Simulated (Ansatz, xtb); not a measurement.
# Two isomers of C4H4BBrO

Structure a: `Bc1ccc(Br)o1`, a singlet. Structure b: `Bc1occc1Br`, a singlet. Both are isolated molecules in the gas phase, relaxed with PBE-D3(BJ)/def2-SVP; the shapes shown needn't be the lowest conformers.

a (Å):

```xyz
11

C    -0.7507   -0.5466    0.1998
C    -1.1808    0.7815    0.3124
C    -0.1805    1.6279   -0.2235
C     0.8225    0.7599   -0.6409
B    -1.3734   -1.8698    0.5890
Br    2.4609    1.1234   -1.4470
O     0.5169   -0.5181   -0.4062
H    -0.7948   -2.9172    0.3862
H    -2.4712   -1.8490    1.1106
H    -2.1395    1.0875    0.7480
H    -0.1693    2.7191   -0.3050
```

b (Å):

| atom | x (Å) | y (Å) | z (Å) |
| --- | --- | --- | --- |
| C | -0.8586 | -0.4385 | 0.2446 |
| C | -0.8265 | 1.6115 | -0.6218 |
| C | 0.5056 | 1.2542 | -0.5121 |
| C | 0.4797 | -0.0541 | 0.0410 |
| B | -1.5287 | -1.6818 | 0.7902 |
| Br | 1.9919 | -1.0842 | 0.4292 |
| O | -1.6386 | 0.6389 | -0.1862 |
| H | -0.8365 | -2.6072 | 1.1596 |
| H | -2.7396 | -1.7380 | 0.8515 |
| H | -1.3131 | 2.5224 | -0.9913 |
| H | 1.3826 | 1.8472 | -0.7894 |

**Question.** Estimate E(b) − E(a) at the level CCSD(T)/def2-SVP + ΔMP2/def2-TZVPP.

**Answer.** Too close to call at this level: CCSD(T)/def2-SVP + ΔMP2/def2-TZVPP gives E(b) − E(a) = −0.19 kcal/mol.

How the difference moves with the method:

```
                             level             geometry  E(b) − E(a) (kcal/mol)  departure from the last row (kcal/mol)  job, with rough time for the two
                          GFN2-xTB             GFN2-xTB                     −0.98                                   −0.78              optimisation, 0.16 s
                         HF/STO-3G             GFN2-xTB                     +0.69                                   +0.89              single point, 0.62 s
                r2SCAN-D4/def2-SVP             GFN2-xTB                     +0.05                                   +0.24               single point, 4.1 s
               PBE-D3(BJ)/def2-SVP  PBE-D3(BJ)/def2-SVP                     +0.08                                   +0.28                optimisation, 25 s
                       HF/def2-SVP  PBE-D3(BJ)/def2-SVP                     −0.32                                   −0.13           part of the CCSD(T) run
                      MP2/def2-SVP  PBE-D3(BJ)/def2-SVP                     −0.57                                   −0.38           part of the CCSD(T) run
                  CCSD(T)/def2-SVP  PBE-D3(BJ)/def2-SVP                     −0.70                                   −0.51                      single point
CCSD(T)/def2-SVP + ΔMP2/def2-TZVPP  PBE-D3(BJ)/def2-SVP                     −0.19                                                        single point, 73 s
```

As drawn, both hold the same kinds of bond in the same numbers.

The largest departure from CCSD(T)/def2-SVP + ΔMP2/def2-TZVPP is that of HF/STO-3G, 0.89 kcal/mol. The last row adds to CCSD(T) the change of the MP2 difference between the two basis sets, here +0.51 kcal/mol.

With thermal terms from frequencies at re-optimised GFN2-xTB minima (ideal gas, soft modes damped towards free rotors, one conformer each, 298.15 K, 1 atm): on the last row, ΔE + ΔZPE = −0.11, ΔH = −0.14, ΔG = −0.05 kcal/mol.

The correlated steps freeze 15 core orbitals; the filled d shell of Br is correlated, in a basis made for valence electrons. Programs: Ansatz 0.2.0, xtb 6.7.1; the last row on 2 threads of Intel(R) Xeon(R) 6975P-C (Granite Rapids) on a shared host.

The two bromofurans are practically degenerate, and the thermal terms don't separate them. In both, the boryl group sits at C2, coplanar with the ring, where its empty p orbital can accept π density. Only bromine moves, from C5 beside oxygen to C3 beside the boryl-bearing carbon. Both positions are conjugated with boron, so bromine's weak π donation can reach it in either isomer. The remaining inductive and steric differences are probably small and partly cancel, helped by the small size of BH2.

In the def2-SVP basis, correlation favours b, taking the difference from −0.32 to −0.70 kcal/mol, but the basis correction of +0.51 kcal/mol more than undoes that shift. The small final value is thus a balance of opposing terms, not evidence of a specific Br–B attraction in b. Nor does near-degeneracy imply a mixture in practice: moving bromine around the ring means breaking bonds, and free dihydroboranes tend to dimerise through B–H–B bridges, which could change the preference.
